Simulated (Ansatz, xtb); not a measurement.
**Two structures of BH4N3**

We compare I, a singlet given by its coordinates, with II, `[H]/N=N\BN`, a singlet. Both are isolated molecules in the gas phase, relaxed with BLYP-D3(BJ)/def2-SVP; the shapes shown needn't be the lowest conformers.

I (Å):

```xyz
8

B     0.1859   -0.9517    0.8852
N     0.4137    0.2353    0.1895
N    -0.8033   -1.8570    1.4021
N     0.7862   -2.0720    1.5559
H    -0.3351    0.8773   -0.0709
H     1.3435    0.5361   -0.1031
H    -1.1326   -1.6336    2.3540
H     1.0046   -2.8721    0.9423
```

Close contacts (Å): B1–N2 1.39, B1–N3 1.44, B1–N4 1.44, N3–N4 1.61, N2–H5 1.02, N2–H6 1.02, N3–H7 1.03, N4–H8 1.03.

II (Å):

```
atom    x (Å)    y (Å)    z (Å)
   B  -0.2905  -0.8424   0.6943
   N  -1.2128   0.8075  -1.0084
   N  -0.6581   0.3611   0.0099
   N  -1.1480  -1.4689   1.6259
   H  -1.5680   0.0081  -1.6256
   H   0.8504  -1.2257   0.5345
   H  -2.0962  -1.1483   1.8270
   H  -0.8171  -2.1934   2.2620
```

Energies in hartree; the thermal terms are from BLYP-D3(BJ)/def2-SVP harmonic frequencies (ideal gas, rigid rotor, one conformer each, 400 K, 1 atm) and include the zero-point energy:

|  | I | II |
| --- | --- | --- |
| E, CCSD(T)/def2-TZVP | −191.199488 | −191.182337 |
| zero-point energy | 0.058921 | 0.056152 |
| H(400 K) − E | 0.067791 | 0.065564 |
| G(400 K) − E | 0.022114 | 0.017163 |

Problem. Work out ΔE, ΔE₀, ΔH and ΔG for I → II in kJ/mol (1 Eh = 2625.50 kJ/mol) and the equilibrium ratio [II]/[I].

Solution. 1. ΔE = −191.182337 − (−191.199488) = +0.017151 Eh = +45.03 kJ/mol.
2. ΔE₀ = ΔE + ΔZPE = +0.017151 + (−0.002769) Eh = +37.76 kJ/mol.
3. ΔH = ΔE + (−0.002227) Eh = +39.18 kJ/mol.
4. ΔG = ΔE + (−0.004951) Eh = +32.03 kJ/mol, so ΔS = (ΔH − ΔG)/T = +17.9 J/(mol K).
5. kT = 1.2667 mEh, so K = [II]/[I] = exp(−ΔG/kT) = exp(−9.63) ≈ 6.6 × 10^−5.

Structure I is favoured at this temperature. An error of 4 kJ/mol in ΔG would change K by a factor of 3.3. Mirror images and further conformers aren't counted.

Other levels gave ΔE = +21.5 (BLYP-D3(BJ)/def2-SVP); +32.8 (HF/def2-TZVP); +60.7 (MP2/def2-TZVP) kJ/mol. The correlated steps freeze 4 core orbitals. Programs: Ansatz 0.2.0.

Structure I is a three-membered BN₂ ring carrying an amino group, and it lies below the open-chain aminoboryl diazene II at every level listed. Opening the ring gains an N=N π bond and a B–H bond but gives up a B–N and an N–H bond. The strength of those two bonds, together with π donation from three nitrogens into the formally empty boron p orbital, probably outweighs the ring strain. The N–N contact of 1.61 Å is long for a single bond, which suggests a weak link strained by the small ring and by lone-pair repulsion.

Vibrations and entropy both narrow the gap: a stiff N–H stretch gives way to a softer B–H stretch, and the open chain has looser torsional motion. The sign of the preference is well supported, but the spread from +21.5 to +60.7 kJ/mol shows that its size depends strongly on the treatment of correlation and probably also on the basis. Nothing here gives the barrier to the hydrogen shift from nitrogen to boron, so whether the two forms would actually equilibrate remains open.
